Universal thermoelectric response at a transmission node
(seminar talk, written out with the questions from the audience)

A junction whose transmission vanishes quadratically at an energy E0 conducts badly, but its thermopower and its Lorenz number are fixed by kB, e and π alone. I derive this from the Landauer currents, show that a benzene ring contacted in the meta positions has such a node, and then work out the size of everything that spoils the result.

1. Premises and conventions

The electron charge is −e with e > 0. T is temperature and τ(E) is the transmission per spin. I assume:

P1. Transport is coherent and elastic, so an electron of energy E crosses with probability τ(E), the same in both directions and for both spins.
P2. The leads L and R are reservoirs with Fermi functions f = 1/(exp[(E − μ)/kBT] + 1).
P3. Linear response: Δμ = μL − μR and ΔT = TL − TR are kept to first order.
P4. Only electrons carry heat.
P5. τ(E) = A (E − E0)² with A > 0 over the thermal window around μ.

The particle and heat currents from L to R are

(1) JN = (2/h) ∫ dE τ(E) (fL − fR), JQ = (2/h) ∫ dE (E − μ) τ(E) (fL − fR).

The factor 2 is spin. Whether μL or μR is subtracted in JQ changes it by Δμ·JN, which is second order and drops out by P3.

2. Linear response

Since f depends on (E − μ)/kBT only, ∂f/∂μ = −∂f/∂E and ∂f/∂T = [(E − μ)/T](−∂f/∂E). Therefore fL − fR = (−∂f/∂E)[Δμ + (E − μ)ΔT/T]. Define

(2) Kn = ∫ dE τ(E) (E − μ)ⁿ (−∂f/∂E).

Then JN = (2/h)[K0 Δμ + K1 ΔT/T] and JQ = (2/h)[K1 Δμ + K2 ΔT/T]. The voltage is ΔV = VL − VR = −Δμ/e and the charge current is I = −e JN, so

I = (2e²/h) K0 ΔV − (2e/h) K1 ΔT/T.

At ΔT = 0 this gives G = (2e²/h) K0. The thermopower is defined as S = −ΔV/ΔT at I = 0; setting I = 0 gives ΔV = K1 ΔT/(eT K0). The thermal conductance is κ = JQ/ΔT at I = 0; there Δμ = −K1 ΔT/(K0 T), which goes into JQ. With the Lorenz number L = κ/(GT),

(3) S = −K1/(eT K0), κ = (2/hT)(K2 − K1²/K0), L = [K2/K0 − (K1/K0)²]/(e²T²).

Read p(E) = τ(E)(−∂f/∂E)/K0 as the energy distribution of the transmitted electrons. Then −eTS is the mean of E − μ and e²T²L is its variance. A constant factor in τ cancels from p. This is half of the universality: A cannot appear in S or L.

3. Moments of the thermal window

Put x = (E − μ)/kBT. Then (−∂f/∂E) dE = w(x) dx with w(x) = 1/[4 cosh²(x/2)], which is even and integrates to 1. Odd moments vanish. For x > 0, f = Σ (−1)^(n+1) exp(−nx), summed over n ≥ 1, so w = −df/dx = Σ (−1)^(n+1) n exp(−nx). Use ∫ x^(2p) exp(−nx) dx = (2p)!/n^(2p+1) over x > 0. Termwise integration is allowed for p ≥ 1, because the absolute values sum to (2p)! ζ(2p), which is finite. Hence

m(2p) = ∫ x^(2p) w dx = 2 (2p)! Σ (−1)^(n+1)/n^(2p) = 2 (2p)! (1 − 2^(1−2p)) ζ(2p).

With ζ(2) = π²/6, ζ(4) = π⁴/90 and ζ(6) = π⁶/945:

(4) m2 = π²/3, m4 = 7π⁴/15 = (21/5) m2², m6 = 31π⁶/21.

For constant τ, (3) gives S = 0 and L = m2 (kB/e)². This is the Sommerfeld value of the Wiedemann–Franz law, L0 = (π²/3)(kB/e)² = 2.443×10⁻⁸ W Ω K⁻², with kB/e = 86.17 µV/K.

4. The quadratic node

Let δ = (μ − E0)/kBT. Then E − E0 = kBT(x + δ) and τ = A(kBT)²(x² + 2δx + δ²). Multiply by xⁿ w, integrate, and keep the even powers:

(5) K0 = A(kBT)² (δ² + m2), K1 = A(kBT)³ · 2δ m2, K2 = A(kBT)⁴ (δ² m2 + m4).

These are exact under P5; nothing has been truncated. The powers of kBT cancel against the explicit T in (3), which is the other half of the universality: S and L depend on δ only.

Thermopower. From (3) and (5),

(6) S = −(kB/e) · 2 m2 δ/(δ² + m2).

It is odd in δ, zero at the node, negative for μ above the node (more transmission above μ) and positive below. The derivative of δ/(δ² + m2) is (m2 − δ²)/(δ² + m2)², which changes sign at δ = ±√m2. There the fraction in (6) is ±2 m2 √m2/(2 m2) = ±√m2. So

(7) S = ∓ π kB/(√3 e) = ∓156.3 µV/K at μ − E0 = ± π kBT/√3 = ±1.814 kBT.

The height of the extrema depends on neither T nor A. Their position is universal in units of kBT, so in energy it moves in proportion to T. Note that S² = L0 there.

Lorenz number. Put u = δ²/m2 = 3δ²/π². Dividing L by L0 = m2 (kB/e)², the first term of (3) becomes (δ² m2 + m4)/[m2(δ² + m2)] = (u + 21/5)/(1 + u), and the second becomes 4 m2 δ²/(δ² + m2)² = 4u/(1 + u)². Over the common denominator,

(8) L/L0 = (u² + 6u/5 + 21/5)/(1 + u)².

At the node, u = 0:

(9) L = (21/5) L0 = 7π² kB²/(5e²) = 1.026×10⁻⁷ W Ω K⁻².

The derivative of (8) is (4/5)(u − 9)/(1 + u)³. So L falls from its maximum at the node to a minimum of (24/25) L0 at u = 9 and returns to L0 from below. Results (7) and (9) were obtained for molecular junctions by Bergfield and Stafford in 2009.

The electronic figure of merit is ZT = S²GT/κ = S²/L, and S²/L0 = 4u/(1 + u)², so

(10) ZT = 4u/(u² + 6u/5 + 21/5).

Writing it as 4/(u + 6/5 + 21/(5u)) shows a maximum at u = √(21/5) = 2.049, that is |δ| = 2.60, with ZT = 0.755. With G/G(node) = 1 + u from (5), three points above the node read:

u = 0: δ = 0, G/G(node) = 1, S = 0, L/L0 = 4.2, ZT = 0
u = 1: δ = 1.814, G/G(node) = 2, S = −156.3 µV/K, L/L0 = 1.6, ZT = 0.625
u = 9: δ = 5.441, G/G(node) = 10, S = −93.8 µV/K, L/L0 = 0.96, ZT = 0.375

Question: The Mott formula has d ln τ/dE, which diverges at a node. Where did the divergence go?

Answer: The Mott formula takes K1 = (π²/3)(kBT)² τ′(μ) and K0 = τ(μ), which gives S = −(kB/e) · 2 m2/δ. For a parabola that K1 is exact. The K0 is not: it omits the term m2 in (5), the conduction by electrons thermally away from μ, which at the node is all the conduction there is. The ratio of (6) to the Mott value is u/(1 + u). It is one half at the extrema and approaches 1 only for |δ| much larger than 1.814.

Question: What is the physical reason for L > L0 at the node?

Answer: L is the variance of the transmitted energy. At δ = 0 the distribution p is proportional to x² w(x). The electrons at μ, which carry charge but no heat, are blocked, and p has two peaks where x tanh(x/2) = 2, at |x| = 2.40. The weight of K2, x⁴ w(x), peaks where x tanh(x/2) = 4, at |x| = 4.13. That second number tells us how far out P5 has to hold.

5. The node of meta-connected benzene

Take the Hückel model of the π system: six sites on a ring, on-site energy zero, nearest-neighbour hopping −t. The eigenstates are plane waves exp(2πikm/6)/√6 with energies −2t cos(2πk/6), that is −2t, −t (twice), +t (twice), +2t. The Green function of the isolated ring between sites m and n is g_mn = (1/6) Σ cos[2πk(m − n)/6]/(E − Ek). For the meta pair, m − n = 2, the weights are 1 for k = 0, −1 for the pair k = ±1, −1 for the pair k = ±2, and 1 for k = 3. Thus g13 = (1/6)[2E/(E² − 4t²) − 2E/(E² − t²)]. On the diagonal the weights are 1, 2, 2, 1. With D = (E² − t²)(E² − 4t²),

(11) g13 = E t²/D, g11 = g33 = E(E² − 3t²)/D.

Let each gold lead, including any anchor atom, couple to one ring site only, with self-energies ΣL on site 1 and ΣR on site 3, Σ = Λ − iΓ/2. The Dyson equation gives G13 = g13 + g11 ΣL G13 + g13 ΣR G33 and G33 = g33 + g13 ΣL G13 + g33 ΣR G33. Eliminate G33:

(12) G13 = g13/Δ, Δ = (1 − ΣL g11)(1 − ΣR g33) − ΣL ΣR g13², τ = ΓL ΓR |G13|².

At E = 0 both functions in (11) vanish, so Δ = 1 for any finite self-energies, and G13 has the simple zero of g13 ≈ E/(4t²). The node sits at E0 = 0, the middle of the gap, whatever the coupling. The leads fix only the curvature:

(13) A = ΓL ΓR/(16 t⁴).

That establishes P5 to leading order. For the next orders write ε = E − E0 and τ = A ε²(1 + bε + cε² + …). Expanding (11), g11 ≈ −3ε/(4t²) and g13² = [ε²/(16t⁴)](1 + 5ε²/(2t²) + …). To first order |Δ|² = 1 − 2(ΛL + ΛR) g11, so for constant self-energies b = −3(ΛL + ΛR)/(2t²); an energy dependence of the widths adds d ln(ΓLΓR)/dE to b. For Λ = 0 and ΓL = ΓR = Γ constant, Δ = 1 − (Γ²/4)(g11² − g13²) + iΓ g11, and |Δ|² = 1 + (Γ²/2)(g11² + g13²) + … = 1 + 5Γ²ε²/(16t⁴) + …. Then b = 0 and

(14) c = [5/(2t²)] [1 − Γ²/(8t²)].

Question: Is this zero an accident of nearest-neighbour Hückel theory?

Answer: Its position is special to the model, its existence less so. Reversing the sign on every second site turns H into −H. Sites 1 and 3 get the same sign, so g13(−E) = −g13(E), and with no level at E = 0 this forces g13(0) = 0. A small extra term such as second-neighbour hopping breaks that symmetry. But for a real Hamiltonian g13 stays real and continuous inside the gap and still changes sign, so the zero moves and survives. What fills it in is a second channel. If the leads couple through more than one channel, or if the σ orbitals conduct in parallel, τ is a sum of squared amplitudes whose zeros need not coincide.

6. Range of validity

(a) Departure from the parabola. Let β = b kBT and γ = c (kBT)². At δ = 0 the integrals, in units of A and kBT, are K0 = m2 + γ m4, K1 = β m4, K2 = m4 + γ m6. With m4/m2 = 7π²/5 and m6/m4 = 155π²/49, whose difference is 432π²/245,

(15) S(node) = −(kB/e)(7π²/5) β, L(node) = (21/5) L0 [1 + (432π²/245) γ − (7π²/5) β²].

At an extremum the first-order change of the extreme value is the change of the function at the unshifted position δ = ±d, d = √m2. Expanding (x + δ)³ and (x + δ)⁴ gives K0 = 2m2 ± 4d m2 β + (56/5) m2² γ and K1 = ±2d m2 + (36/5) m2² β ± (104/5) d m2² γ. The relative change of the ratio is ±(18/5 − 2) d β + (52/5 − 28/5) m2 γ, so to first order in β and in γ

(16) |S|ext = (π kB/(√3 e)) [1 ± (8π/(5√3)) β + (8π²/5) γ].

This sets an upper limit on T.

(b) A parallel background. Let τ = τ0 + Aε² with constant τ0, and r = τ0/τth, where τth = A m2 (kBT)² is the thermally averaged transmission of the node alone. The background adds τ0 to K0, nothing to K1 and τ0 m2 (kBT)² to K2. In (6) the denominator m2(1 + u) becomes m2(1 + r + u), the extrema move to u = 1 + r, and

(17) |S|ext = (π kB/(√3 e))/√(1 + r), L(node)/L0 = (21/5 + r)/(1 + r).

Universality needs r ≪ 1. Since τth ∝ ΓLΓR T², this is a lower limit on T, and here the coupling does matter.

(c) Bias. With μ = E0, a symmetric drop of the voltage V and a τ unchanged by it, the current is the integral of K0 from (5) over the bias window: I = (2e/h) A [m2 (kBT)² eV + (eV)³/12]. The second term relative to the first is (eV/2πkBT)². Linear response needs eV ≪ 2πkBT, and likewise ΔT ≪ T.

(d) Coherence. Inelastic or dephasing processes violate P1. They let current pass at the node and act, to a first approximation, like τ0 in (17). Coulomb interaction on the ring is harmless to (7) and (9) only as far as the current can still be written as (1) with an elastic τ that has a quadratic zero; it changes A, b, c and E0.

(e) Phonons add to κ. They leave S and G alone as long as they only carry heat in parallel, but then (8) to (10) describe the electronic part only.

Question: What if the amplitude has a double zero?

Answer: Then τ ∝ ε⁴ and the same steps give L(node)/L0 = m6/(m4 m2) = 465/49 = 9.49. The numbers are universal for each order of node and differ between orders.

7. Numerical illustration

The inputs are a typical π hopping t = 2.7 eV = 4.326×10⁻¹⁹ J, a typical width Γ = 0.5 eV = 8.011×10⁻²⁰ J for each gold contact, Λ = 0, and T = 300 K, so kBT = 4.142×10⁻²¹ J = 25.85 meV. I treat μ − E0 as adjustable by a gate; the model does not say where the Fermi level of gold falls.

From (13), A = 2.940×10⁻⁴ eV⁻² = 1.145×10³⁴ J⁻², and τth = 6.46×10⁻⁷. With 2e²/h = 7.748×10⁻⁵ S the conductance at the node is 5.0×10⁻¹¹ S, and κ = (21/5) L0 G T = 1.5×10⁻¹⁵ W/K. The extrema of S lie at μ − E0 = ±7.51×10⁻²¹ J = ±46.9 meV. There G = 1.0×10⁻¹⁰ S and κ = 1.6 L0 G T = 1.2×10⁻¹⁵ W/K. A difference ΔT = 1 K gives an open-circuit voltage of 156 µV or a short-circuit current |S| G ΔT of 16 fA. Doubling Γ multiplies these G and κ by four and, at this order, leaves S and L as they are.

Within the π model the parabola is good. Equation (14) gives c = 0.3415 eV⁻² and γ = 2.28×10⁻⁴. By (16) the extrema rise by 0.36 % to 156.9 µV/K, and by (15) L(node)/L0 rises by 0.40 % to 4.217. The correction in (16) reaches 1 % at about 500 K. The peak of the K2 weight lies 107 meV from μ, far inside the levels at ±t. As a trial for asymmetry take ΛL = ΛR = −0.5 eV: b = 0.206 eV⁻¹ and β = 5.3×10⁻³, the two extrema change by ±1.5 %, and S at the node is about −6 µV/K. The Lorenz number at the node feels b only in second order: the β² term of (15) lowers it by 0.04 %, and with the full τ of (12) for these shifts it lies 0.4 % above (9). The bias scale 2πkBT/e is 162 mV.

Question: Then would a benzene junction show 156 µV/K and a Lorenz number of 4.2 L0?

Answer: Only if the background is extraordinarily small, and this is the binding condition. Keeping |S|ext within 1 % of (7) needs r below 0.02, that is τ0 below 1.3×10⁻⁸. Equation (17) gives for two trial values:

τ0 = 10⁻⁶: r = 1.55, |S|ext = 98 µV/K, L(node)/L0 = 2.3
τ0 = 10⁻⁵: r = 15.5, |S|ext = 39 µV/K, L(node)/L0 = 1.2

In the second case the extrema have moved out to about ±0.2 eV. An approximate typical size for the σ transmission through a single ring is 10⁻⁴. With that input r = 155, L(node)/L0 = 1.02, and at ±46.9 meV, where |S| = 156.3 µV/K × 2/(2 + r), only 2.0 µV/K remains. The junction then obeys the Wiedemann–Franz law to 2 %. At the other end, the π channel alone cannot be made to dominate by heating, since τth grows only as T² and (16) limits T.

Question: And the heat carried by vibrations?

Answer: Take a typical phonon conductance of a single-molecule junction, approximately 2×10⁻¹¹ W/K, as input. It exceeds the electronic κ at the node by a factor 1.3×10⁴, so the total thermal conductance shows practically nothing of (9). At the extremum of S, even with τ0 = 0, S²GT = L0 GT = 7×10⁻¹⁶ W/K, and the full ZT is 4×10⁻⁵ in place of the electronic 0.625. Equations (7) and (9) are exact for a coherent electronic channel with a quadratic zero in linear response. For the π channel of meta-connected benzene at 300 K, (7) holds to a fraction of a percent when b = 0, as for Λ = 0 and constant widths. Its correction is first order in β, so level shifts as large as Γ bring it to the order of a percent, ±1.5 % in the trial above, and an energy dependence of the widths adds to b. Equation (9) is much less affected, since b enters it only as β². Both describe the whole junction only if τ0 ≪ (π²/3) ΓLΓR (kBT)²/(16t⁴).